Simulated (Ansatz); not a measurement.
**Rh: Boltzmann equation against the high-temperature formula, calculated with Ansatz**

Space group Fm-3m (No. 225), 1 atom in the cell of the first input below: a = 2.673 Å, b = 2.673 Å, c = 2.673 Å, α = 60.00°, β = 60.00°, γ = 60.00°.

The cell was built from a prototype of a structure type listed for this element, relaxed without spin–orbit coupling to zero pressure (pressure 0.0 GPa with this functional, without spin–orbit coupling). Functional: PBEsol.

Input:

```yaml
crystal:
  lattice:
    - [0.0, 1.8901272751, 1.8901272751]
    - [1.8901272751, 0.0, 1.8901272751]
    - [1.8901272751, 1.8901272751, 0.0]
  atoms:
    - { symbol: Rh, position: [0.0, 0.0, 0.0] }
basis:
  ecutwfc: 420
  ecutrho_ratio: 4
kpoints:
  mp_grid: { grid: [18, 18, 18] }
hamiltonian:
  xc: pbesol
scf:
  occupations: { method: methfessel_paxton, width: 0.2 }
output: {}
phonons:
  supercell: [3, 3, 3]
  qpath:
    path:
      - [[0.0, 0.0, 0.0], [0.5, 0.0, 0.5], [0.625, 0.25, 0.625]]
      - [[0.375, 0.375, 0.75], [0.0, 0.0, 0.0], [0.5, 0.5, 0.5], [0.5, 0.25, 0.75], [0.5, 0.0, 0.5]]
    npoints: 6
  electrical_resistivity: { mesh: [36, 36, 36], temperatures: [50, 100, 200, 300, 500] }
  superconductivity: { mesh: [36, 36, 36], eliashberg_equations: false }
```

```bash
ansatz run input.yaml --threads 8 --pin off --max-ram 15360MiB --backend cpu --events-out ev --progress --plain --runs-dir out
```

Time: 4.9 min on 8 threads of Intel(R) Xeon(R) Platinum 8259CL CPU @ 2.50GHz (Skylake/Cascade Lake), with other jobs on the host, peak memory 7.5 GiB.

λ_tr,xx from the finest mesh down: 0.397, 0.398, 0.453. The next coarser mesh moves the resistivity at 300 K by 5 % along the axis that moves most.

The run gives λ_tr,xx = 0.397 and a Drude plasma energy ħω_p,xx = 10.08 eV.

Question: Estimate the resistivity along x at 300 K from the high-temperature formula.

Answer: ħ/τ = 2π λ_tr k_B T = 0.0645 eV and ρ = 1/(ε0 ω_p² τ) = 4.72 μΩ cm. The Boltzmann solution gives 4.28 μΩ cm, so the estimate is 10 % high.

```json
{"T (K)": "50", "ρ_xx (μΩ cm)": "0.08", "ρ_zz (μΩ cm)": "0.08", "formula, xx": "0.79", "R_H, field along x, y or z (10⁻¹¹ m³/C)": "4.74"}
{"T (K)": "100", "ρ_xx (μΩ cm)": "0.79", "ρ_zz (μΩ cm)": "0.79", "formula, xx": "1.57", "R_H, field along x, y or z (10⁻¹¹ m³/C)": "6.28"}
{"T (K)": "200", "ρ_xx (μΩ cm)": "2.61", "ρ_zz (μΩ cm)": "2.61", "formula, xx": "3.15", "R_H, field along x, y or z (10⁻¹¹ m³/C)": "6.46"}
{"T (K)": "300", "ρ_xx (μΩ cm)": "4.28", "ρ_zz (μΩ cm)": "4.28", "formula, xx": "4.72", "R_H, field along x, y or z (10⁻¹¹ m³/C)": "6.41"}
{"T (K)": "500", "ρ_xx (μΩ cm)": "7.46", "ρ_zz (μΩ cm)": "7.46", "formula, xx": "7.87", "R_H, field along x, y or z (10⁻¹¹ m³/C)": "6.31"}
```

At 300 K the next coarser mesh moves R_H by up to 2 %.

At 50 K the solution is 0.097 times the linear formula, and at 500 K 0.95 times. The formula is meant for temperatures above the phonon energies and for bands that vary little within k_B T.

Caveats: not converged in the fine mesh; small supercell, couplings not converged in it.

The Boltzmann resistivity lies below the linear estimate at every temperature, but the gap closes steadily on warming, from a factor of about ten at 50 K to 0.95 at 500 K. The cause is the freezing out of phonons: when the thermal energy is small against the phonon energies, few modes are occupied, and the long-wavelength ones that remain scatter electrons through small angles, which relaxes the current poorly. The linear law counts all modes as classically populated, so it fails most in the cold.

The equal xx and zz values are required by cubic symmetry. The positive Hall coefficient points to a dominant hole-like response from the partly filled d bands. Its lower value at 50 K suggests that scattering becomes more uneven over the Fermi surface, whereas the slight decline above 200 K is too small to interpret. With several sheets contributing, R_H does not give a carrier density directly. In a real sample at 50 K, defect scattering could rival or exceed the small phonon term.
